The pressure of a crystal is the rate at which its energy rises as its volume is reduced, P = −dE/dV. It is positive when the crystal has to be kept compressed by a push from outside and negative when it is under tension. Here it was computed, together with the energy, for cadmium sulphide in the zincblende structure, by density functional theory with the atoms at fixed places in cells of seven sizes. The column "energy over elements" gives the energy per atom relative to the elements in their standard forms. That reference is the same in each row, so the difference between two rows is the cost of squeezing or stretching the crystal.

Three sizes are worth remembering for this crystal. Near rest, a change of one per cent in density is worth about half a gigapascal. A change of ten per cent in density costs roughly 0.04 eV per atom. Since density goes as the inverse cube of length, a bond shortened by one per cent already means three per cent more density, and so nearly 2 GPa.

Zincblende CdS at fixed atoms, computed with Ansatz 0.2.0: PBE, scalar-relativistic, PAW, no spin polarisation or dispersion correction, plane-wave cutoff 420 eV, 8×8×8 k mesh, Gaussian smearing 0.02 eV. Energies are taken at zero smearing, relative to the elements' standard forms in the same functional; pressure is positive in compression.

```
volume (Å³/atom)  shortest distance (Å)  energy over elements (eV/atom)  pressure (GPa)
          22.680                  2.451                          -0.566          10.060
          23.661                  2.486                          -0.616           6.320
          26.024                  2.566                          -0.658           0.000
          27.099                  2.601                          -0.651          -1.970
          27.419                  2.611                          -0.647          -2.480
          27.707                  2.621                          -0.642          -2.900
          28.297                  2.639                          -0.630          -3.690
```

The row at 26.024 Å³ per atom has no pressure and the lowest energy, so it is the rest state. On either side of it the crystal resists, but not equally. In the most compressed row the pressure, divided by the relative change of volume, is 78 GPa; in the most stretched row it is only 42 GPa. A spring that obeyed Hooke's law in the volume would give the same number twice.

The main cause of this lopsidedness is standard physics. Each cadmium atom sits among four sulphur atoms, and the filled electron shells of neighbours repel one another with a force that rises steeply as they are pushed together. The attraction that binds the crystal changes much more gently with distance. Squeezing therefore makes the crystal stiffer, and stretching makes it softer. Geometry adds a smaller share: pressure is force per area, and in a squeezed crystal the same force is spread over less area. The same bend in the curve is to be expected wherever a steep repulsion balances a gentler attraction.

A rule for the hand must contain this bend without becoming laborious. A convenient way is to measure the deformation by density instead of volume. Let V be the volume per atom, V₀ its value at rest, and x = V₀/V the density relative to rest. Suppose that the energy E rises from its rest value E₀ as the square of the change in density:

E − E₀ = ½ B V₀ (x − 1)²

The constant B is the bulk modulus at rest, that is, the pressure per relative change of density for very small changes. The pressure follows from the derivative with respect to volume. As the volume shrinks, x grows at the rate x²/V₀, and this gives

P = B x² (x − 1)

The factor x² supplies most of the bend, and the rest comes from x − 1, which is x times the relative change of volume. In a dense crystal, taking away one more cubic ångström raises the density by more than it does in a dilute one, so the pressure climbs faster. The square law itself isn't derived from the forces between the atoms. It is a choice that has the right shape and is easy to compute, and the table decides how good it is.

Two constants are needed. The rest volume V₀ is 26.024 Å³, from the row without pressure. The stiffness B comes from one other row, the slightly stretched crystal at 27.099 Å³, where x is 26.024/27.099 = 0.9603:

B = −1.97 GPa / (0.9603² × (−0.0397)) ≈ 54 GPa

For the energy one needs ½BV₀. Since 1 eV/Å³ is about 160 GPa, this is ½ × 54/160 × 26, or about 4.4 eV per atom.

Now take the most compressed row, at 22.680 Å³, which played no part in setting either constant. Its bonds are 2.451 Å long instead of 2.566 Å, a shortening of between four and five per cent. The whole estimate takes three lines:

x = 26.024/22.680 = 1.147

P = 54 GPa × 1.147² × 0.147 ≈ 10.4 GPa

E − E₀ = 4.4 eV × 0.147² ≈ 0.095 eV per atom

The calculated pressure is 10.06 GPa, so the estimate is about 4% too high. The calculated energy cost is the difference between −0.566 and −0.658 eV, which is 0.092 eV per atom, and here the estimate is about 3% too high. A modest shortening of the bonds has produced a pressure of a hundred thousand atmospheres, yet the energy stored is less than a tenth of an electronvolt per atom.

The other end of the table, at 28.297 Å³, was not used for the constants either. There x is 0.920, and the same steps give

P = 54 GPa × 0.920² × (−0.080) ≈ −3.7 GPa

E − E₀ = 4.4 eV × 0.080² ≈ 0.028 eV per atom

Both agree with the calculation to the figures written. The better success on this side has a plain reason: B was taken from a stretched row, and this row lies closer to it than the compressed one does. That the energy comes out well along with the pressure shows that the two columns fit together. It isn't a second, independent success, because pressure is the slope of energy.

Over the whole table the rule stays within 4% of the calculated pressure and within 3% of the calculated energy cost. Its defect is easy to describe: it stiffens a little too fast. To hit the most compressed row exactly, B would have to be 52 GPa, and to hit the most stretched row, 54 GPa. For a hand estimate that drift hardly matters.

The comparison with Hooke's law in the volume shows what the bend is worth. Set to the same row at 27.099 Å³, the straight line gives 6.1 GPa for the most compressed crystal, 39% below the calculated value. For the most stretched crystal it gives a tension 13% too strong. The straight line is thus good only near the row to which it was set, and poor far from it.

A well-known formula, the second-order Birch equation, also needs only V₀ and one stiffness. Set to the same row, it gives a pressure 5% too low at the compressed end, where the density rule is 4% too high. In Birch's form the bulk modulus near rest grows by 4 GPa for each gigapascal of pressure, and in the density rule by 5 GPa. The calculated curve runs between the two. The density rule therefore earns its place by needing no fractional powers, not by being more accurate.

The rule can also be turned round, which is often what a practical question demands. Suppose that the pressure is 3 GPa and the density is wanted. The first guess is x − 1 = 3/54, or about 0.056. Dividing this by x², which is about 1.11, lowers it to 0.050, so the crystal is some 5% denser than at rest.

This example also lies where a first limit bites. Real cadmium sulphide is normally wurtzite, a close relative of zincblende in which each atom also has four neighbours, and at roughly 3 GPa, a rough recalled value, it changes to the denser rocksalt structure. The two compressed rows, at 6.3 and 10.06 GPa, describe zincblende that is kept in its structure by the calculation. A smooth formula for one structure gives no sign of such a change, so the stable structure has to be known before the rule is used.

A second limit concerns the rest volume. The density functional used here tends to make lattices of this kind a per cent or two too long, and the calculation leaves out thermal motion. If a measured volume were set against a computed V₀ whose cell edge is 1% too long, the density would seem 3% too high, and the rule would report a pressure of nearly 2 GPa in a sample that has none. For a real sample, V₀ and B should both be measured values at the temperature of interest.

The third limit is the range of density, from 8% below rest to 15% above it. On the compressed side the error grows with pressure, from 3% at 23.661 Å³ to 4% at 22.680 Å³, and the excess is likely to go on growing beyond the table. On the stretched side the formula must not be followed until the atoms are far apart. At zero density it would give an energy of 4.4 eV per atom, but this number only continues a parabola that was set close to rest, and it isn't the energy needed to pull the crystal into atoms.
